Dear colleague,

Two hybrid-functional calculations of Fe²⁺ on a Mg site in MgO, the impurity you suspect in your tunnel barriers, can disagree by tens of kJ/mol on the gap between its spin states for no other reason than their fraction $a$ of exact exchange. The slope of the gap with $a$ can be understood without a computer. I define $D=E_{\rm HS}-E_{\rm LS}$ per mole of iron, where HS is $t_{2g}^4e_g^2$ with moment $M=4$ (unpaired spins) and LS is $t_{2g}^6$ with $M=0$. The quantity wanted is $S=dD/da$.

## What is exact

A global hybrid has the energy functional

$$\mathcal E[\phi;a]=\mathcal E_{\rm DFA}[\phi]+a\,X[\phi],\qquad X=E_x^{\rm HF}-E_x^{\rm DFA},$$

where DFA is the semilocal functional, HF is Hartree–Fock exchange evaluated on the same orbitals $\phi$, and $E_x^{\rm DFA}$ is whichever exchange term is removed as $a$ grows. The self-consistent energy $E(a)$ is stationary in the orbitals, so their change with $a$ drops out at first order:

$$\frac{dE}{da}=X[\phi(a)].$$

A relaxed geometry is stationary too, so for the adiabatic gap $S=X_{\rm HS}-X_{\rm LS}$, each at its own structure. The same argument gives $dE/d\lambda=\partial\mathcal E/\partial\lambda$ for any parameter $\lambda$, such as a Hubbard $U$ or a range-separation length.

If the state is a minimum within its spin and symmetry, $E(a)$ is the lower envelope of straight lines in $a$, one for each trial $\phi$. At $a=\lambda a_1+(1-\lambda)a_2$ the functional is the weighted sum of the two end functionals, and the minimum of a sum is at least the sum of the minima, so $E(a)\ge\lambda E(a_1)+(1-\lambda)E(a_2)$. $E$ is concave and $X$ can only fall as $a$ grows. This needs a parameter that enters linearly, which holds for $a$ and $U$ but not for a range-separation length. It says nothing about $D$, which is a difference of two concave functions.

For a property $P=dE/dF$, with $F$ a field, a displacement or a pressure, the order of the derivatives can be swapped where $E(a,F)$ is smooth:

$$\frac{dP}{da}=\frac{dX}{dF}.$$

$X$ alone is not stationary, so the right side is a total derivative and includes the response of the orbitals to $F$.

## Estimate by hand

The HS ion has ten parallel pairs of d electrons and the LS ion six, which tempts one to credit exact exchange with the Hund energy of four pairs. But the semilocal exchange that is taken out already rewards spin polarisation by about as much. I assume that the two cancel.

What does not cancel is covalency. An oxygen electron leaks into an empty d spin-orbital with weight $n\approx(t/\Delta)^2$, where $t$ is the hopping and $\Delta$ the separation of the levels. Exact exchange is most negative for an electron that sits on one atom. Sharing costs about $Wn/2$, with $W=U_d+U_p-2V$ made of the bare self-repulsions on iron and oxygen and the repulsion across the bond. With approximate values of 2000, 2000 and 700 kJ/mol, $W\approx2600$ kJ/mol.

Only the σ-bonding $e_g$ orbitals matter much. LS has four empty $e_g$ spin-orbitals. With $t\approx200$ and $\Delta\approx400$ kJ/mol each takes $n\approx0.25$. HS has two, both of minority spin and pushed up to $\Delta\approx600$ kJ/mol, so $n\approx0.1$. Then

$$S\approx\tfrac12(2600)(2\times0.1-4\times0.25)=-1040\ \text{kJ/mol}\approx-1.0\ \text{MJ/mol}.$$

The sign says that exact exchange favours high spin because low spin is the more covalent state.

## The careful calculation

This is still a model, of one FeO₆ unit, but one solved self-consistently. All energies are in kJ/mol.

**Ionic part.** Take a Slater-type 3d radial function $r^2e^{-\zeta r}$ with $\zeta=3/a_0=56.7\ \text{nm}^{-1}$, an exponent chosen to give $F^2$ of the size typical of Fe²⁺. The Slater integrals are

$$F^0=\tfrac{793}{3072}\,\zeta a_0E_h,\qquad F^2=\tfrac{2093}{15360}\,\zeta a_0E_h,\qquad F^4=\tfrac{91}{1024}\,\zeta a_0E_h,$$

with $E_h$ the Hartree energy, which gives 2033, 1073 and 700. Per spin, $E_x^{\rm HF}=-\tfrac12\sum_{ij}K_{ij}$ over occupied orbitals, self terms included. A real cubic d orbital has $K_{ii}=U_d=F^0+\tfrac4{49}(F^2+F^4)=2178$. Two $t_{2g}$ orbitals have $K_t=\tfrac3{49}F^2+\tfrac{20}{441}F^4$. For the full five-orbital shell $\sum_{ij}K_{ij}=5F^0+\tfrac{10}7(F^2+F^4)$. HS is a full shell plus one $t_{2g}$ electron and LS is two $t_{2g}^3$ sets, so

$$\Delta E_x^{\rm HF}=-\tfrac12\Big[5F^0+\tfrac{10}7(F^2+F^4)+U_d-2(3U_d+6K_t)\Big]=-\tfrac17F^2-\tfrac5{21}F^4=-320 .$$

I represent the semilocal counterpart by the Stoner form $-IM^2/4=-4I$, with a typical $I\approx90$ for iron, that is $-360$. Hence $S_{\rm ion}=-320+360=+40$. This is a small difference of large numbers. A change of 10 in $I$ moves it by 40, and the exchange-only $I$ that belongs here is larger than the usual exchange-correlation value, which would make $S_{\rm ion}$ more positive.

**Covalent part.** Each empty d spin-orbital pairs with the filled oxygen combination of its symmetry, and the electron occupies $\cos(\varphi/2)\,p+\sin(\varphi/2)\,d$. The density matrix has $\gamma_{dd}=n=(1-\cos\varphi)/2$, $\gamma_{pp}=1-n$ and $\gamma_{dp}^2=n(1-n)$. Neglecting differential overlap,

$$E_x^{\rm HF}=-\tfrac12\big[U_dn^2+U_p(1-n)^2+2Vn(1-n)\big].$$

I model semilocal exchange as linear in the occupations and equal to this at $n=0$ and $1$, namely $-\tfrac12[U_dn+U_p(1-n)]$. The difference is

$$X=\tfrac12W\,n(1-n)=\tfrac18W\sin^2\varphi .$$

Treating the oxygen combination as one site alters $X$ only at relative order $n$. With an approximate $U_p=1900$ and $V=N_Ae^2/4\pi\varepsilon_0R=662$ at $R=0.21$ nm, $W=2.8$ MJ/mol, and I use 2800.

The energy of a state, summed over its channels $i$, is

$$\mathcal E=\sum_i\Big[\Delta\,n_i-t_i\sin\varphi_i+\tfrac18aW\sin^2\varphi_i\Big]+\tfrac12\kappa\,(Q-Q_0)^2 ,$$

where $Q=\sum_in_i$ and $Q_0$ is its value at $a=0$. The last term is the screened electrostatic cost of changing the charge on iron. It vanishes at $a=0$, so $\Delta$ is the self-consistent semilocal level separation. Stationarity gives

$$\tan\varphi_i=\frac{2t_i}{\Delta+s+\tfrac12aW\cos\varphi_i},\qquad s=\kappa(Q-Q_0).$$

The inputs are typical magnitudes. LS has four σ channels with $\Delta=400$. HS has two σ and two π channels, all of minority spin, with $\Delta=400+IM/2=580$, $t_\sigma=200$ and $t_\pi=100$. The LS bond is taken 4 per cent shorter, and the approximate scaling $t\propto R^{-7/2}$ gives 229, used as 230. I set $\kappa=450$, the size of a screened on-site repulsion. At $a=1/4$ the self-consistent shifts are $s=-107$ (LS) and $-50$ (HS). With $S_{\rm cov}=2X_\sigma+2X_\pi-4X_{\rm LS}$:

| case | $n_{\rm LS}$ | $n_\sigma$ | $n_\pi$ | $X_{\rm LS}$ | $X_\sigma$ | $X_\pi$ | $S_{\rm cov}$ |
|---|---|---|---|---|---|---|---|
| $a=0$ | 0.172 | 0.088 | 0.027 | 199.3 | 112.8 | 37.2 | −497 |
| $a=1/4$, $\kappa=0$ | 0.084 | 0.043 | 0.011 | 107.4 | 57.8 | 15.7 | −283 |
| $a=1/4$, $\kappa=450$ | 0.112 | 0.048 | 0.013 | 139.7 | 63.9 | 17.5 | −396 |

The extra digits serve the bookkeeping only. The model's slope at $a=1/4$ is

$$S=-396+40=-356\ \text{kJ/mol}\approx-0.36\ \text{MJ/mol},$$

or $-3.6$ kJ/mol for each percentage point of exact exchange.

**The theorems at work.** For one channel with $\kappa=0$, let $H=\partial^2\mathcal E/\partial\varphi^2=\tfrac12\Delta\cos\varphi+t\sin\varphi+\tfrac14aW\cos2\varphi$, positive at a minimum. Differentiating the stationarity condition gives $d\varphi/da=-W\sin2\varphi/8H$, and therefore

$$\frac{d^2E}{da^2}=-\frac{(W\sin2\varphi/8)^2}{H}\le0 .$$

In the full model the covalent $X$ falls from 797 to 559 for LS and from 300 to 163 for HS between $a=0$ and $1/4$. Both energies bend downwards, LS more so, and the slope of the gap rises from $-497$ to $-396$ in its covalent part, which is upward bending.

For the interchange take $F=\Delta$, so that $P=n$, the d weight that your X-ray absorption probes. At $a=0$, $X=\tfrac12Wt^2/(\Delta^2+4t^2)$, so for an uncoupled channel

$$\frac{dn}{da}=\frac{dX}{d\Delta}=-\frac{W\Delta t^2}{(\Delta^2+4t^2)^2},$$

which is $-0.43$ for the LS channel. No solution at finite $a$ was needed.

## Why the two differ by a factor of three

The ratio is $1040/356=2.9$. Repairing the estimate one step at a time gives this running total:

| step | $S$ |
|---|---|
| hand estimate | −1040 |
| unrounded $W$, $t$, $\Delta$, still $X=\tfrac12W(t/\Delta)^2$ | −1519 |
| two HS π channels added | −1435 |
| exact two-level mixing at $a=0$ | −497 |
| orbitals relaxed to $a=1/4$ | −283 |
| electrostatic back-reaction | −396 |
| ionic remainder | −356 |

Rounding flattered the estimate, because $t$ enters squared and 200 stood in for 230. The large repair is the perturbation theory. The exact factor is $n(1-n)=t^2/(\Delta^2+4t^2)$, whose expansion parameter $4t^2/\Delta^2$ equals 1.32 for LS, outside the radius of convergence. Relative to $(t/\Delta)^2$, LS is cut to 0.43 and the HS σ channels only to 0.68, so the difference suffers more than either term.

The next repair is concavity itself. The exact formula wants $X$ on the orbitals at the $a$ in use, and the estimate took semilocal ones. Exact exchange widens the effective denominator of $\tan\varphi$ for LS from 400 to 691, which removes much of the covalency it penalises. The electrostatic term undoes about half of that step. As charge returns to oxygen the iron levels drop, and the denominator settles at 564. The cancellation of the Hund terms, the boldest assumption of the estimate, proved among the cheapest, within the uncertainty of $I$.

## Which $a$ to use

The exact energy is piecewise linear in electron number, so one may tune $a$ until the curvature vanishes. Add a fraction $\delta$ of an electron to a spin-orbital $\phi$ with Coulomb self-repulsion $J$ and freeze all orbitals. The Hartree term contributes $\tfrac12J\delta^2$ and exact exchange $-\tfrac12aJ\delta^2$. With $f_x$ and $f_c$ the semilocal exchange and correlation kernels averaged twice over $|\phi|^2$,

$$\frac{\partial^2E}{\partial\delta^2}\bigg|_{\rm frozen}=(1-a)(J+f_x)+f_c .$$

This is linear in $a$, but it vanishes at $a=1+f_c/(J+f_x)$, close to one. The useful value comes from the relaxed curvature. Let the other electrons act as a linear dielectric at fixed nuclei. They screen the Hartree term to $\tfrac12J\delta^2/\varepsilon_\infty$. The exchange term couples the added charge to itself and is not screened. Dropping the semilocal kernels,

$$\frac{d^2E}{d\delta^2}\approx J\Big(\frac1{\varepsilon_\infty}-a\Big),\qquad a^*\approx\frac1{\varepsilon_\infty}.$$

This holds for states wide enough that macroscopic screening applies, and it is linear in $a$ only while $\varepsilon_\infty$, itself dependent on $a$, is held fixed. A typical $\varepsilon_\infty\approx3.0$ for MgO gives $a^*=0.33$.

A 3d orbital is not wide. In the model the interaction terms quadratic in the $n$ of one channel are $\tfrac12(\kappa-aW)n^2$, which cancel at $a=\kappa/W=0.16$. Host and impurity ask for different fractions, and with the slope at $a=1/4$ the interval between them is worth about 0.06 MJ/mol in $D$.

## What it means for a measurement

Going from $a=1/4$ to $1/3$ lowers the model's gap by about 30 kJ/mol. Under static pressure the same theorems hold for the enthalpy. The crossover $p_c$ solves $\Delta H(p,a)=0$ with $\partial\Delta H/\partial p=\Delta V=V_{\rm HS}-V_{\rm LS}>0$, so $dp_c/da=-S/\Delta V$, and by interchange $d\Delta V/da=dS/dp$. With an illustrative $\Delta V=1.5\times10^{-6}\ \text{m}^3/\text{mol}$ and the zero-pressure slope, the model's crossover moves up by about 20 GPa.

As typical knowledge and not as a measurement, hybrid calculations on Fe(II) with six oxygen neighbours give roughly $-2$ to $-3$ kJ/mol per percentage point, so the model is too steep by a factor of about 1.2 to 1.8, and its gap and pressure shifts are too large in the same proportion. The linear form assumed for semilocal exchange and the value of $I$ are the likeliest causes. For the real defect, ask whoever ran the calculation to print $E_x^{\rm HF}$ and $E_x^{\rm DFA}$ for both spin states. The two differences give $S$ exactly for that functional from the runs already done.